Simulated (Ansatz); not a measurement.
Strength of the C–Ge bond: GeH2(CN)2 → GeH2(CN) + CN

Species: GeH2(CN)2, singlet; GeH2(CN), doublet; CN, doublet. 

Shapes, held fixed at every level: PBE0-D4/def2-TZVP. Programs: Ansatz 0.2.0. The zero-point and thermal change to 298 K, harmonic and unscaled (PBE0-D4/def2-TZVP), is -10.4 kJ/mol.

**Question.** Estimate ΔH(298 K) of this reaction.

**Answer.** B2PLYP/def2-TZVPP gives ΔH(298 K) = +449.1 kJ/mol; the levels span +359.0 to +474.1. The median of the levels is +446.5. Hartree–Fock misses the correlation of the pair that is broken and comes out low. No measured value is set beside it here. Spin contamination: GeH2(CN) (⟨S²⟩ up to 0.80), CN (⟨S²⟩ up to 1.11). Open shells run unrestricted unless RO is named. Relativity is left out for Ge unless named. Correlated rows may include outer-core shells of Ge, which these sets cover unevenly. Times are processor times on shared x86 and Arm servers, and rough.

| level | kind | ΔH(298 K) (kJ/mol) | CPU time (sum over the molecules) |
| --- | --- | --- | --- |
| HF/def2-TZVPP | Hartree–Fock | +359.0 | – |
| PBE-D4/def2-TZVPP | GGA | +434.2 | 11 s |
| B3LYP-D4/def2-TZVPP | global hybrid | +443.9 | 17 s |
| BHLYP-D4/def2-TZVPP | global hybrid | +459.9 | 15 s |
| r2SCAN0-D4/def2-TZVPP | global hybrid | +440.7 | 23 s |
| wB97M-V/def2-TZVPP | range-separated hybrid | +469.6 | 48 s |
| wB97X-V/def2-TZVPP | range-separated hybrid | +474.1 | 39 s |
| B2PLYP/def2-TZVPP | double hybrid | +449.1 | 21 s |

Breaking the first Ge–C bond homolytically is strongly endothermic at every level. The density-functional results, double hybrid included, run from +434.2 to +474.1 kJ/mol, which establishes a strong bond but doesn't fix its enthalpy closely.

The strength comes largely from the cyanide fragment. Its carbon binds through a compact sp-type σ orbital of high s character, and the group's strong electron-withdrawing power adds polar stabilization to the bond with the more electropositive germanium. Homolysis gives up both contributions and leaves CN as a σ radical, whose unpaired electron lies mainly on carbon and gains little from π delocalization. This explains why a germanium–cyanide bond is much harder to cleave homolytically than an ordinary germanium–alkyl bond. The spread among the functionals probably reflects how differently they balance exchange and correlation in the free CN radical against the closed-shell parent.

The large homolytic enthalpy doesn't imply inertness in polar media, where loss of cyanide as a solvated anion is a different process.
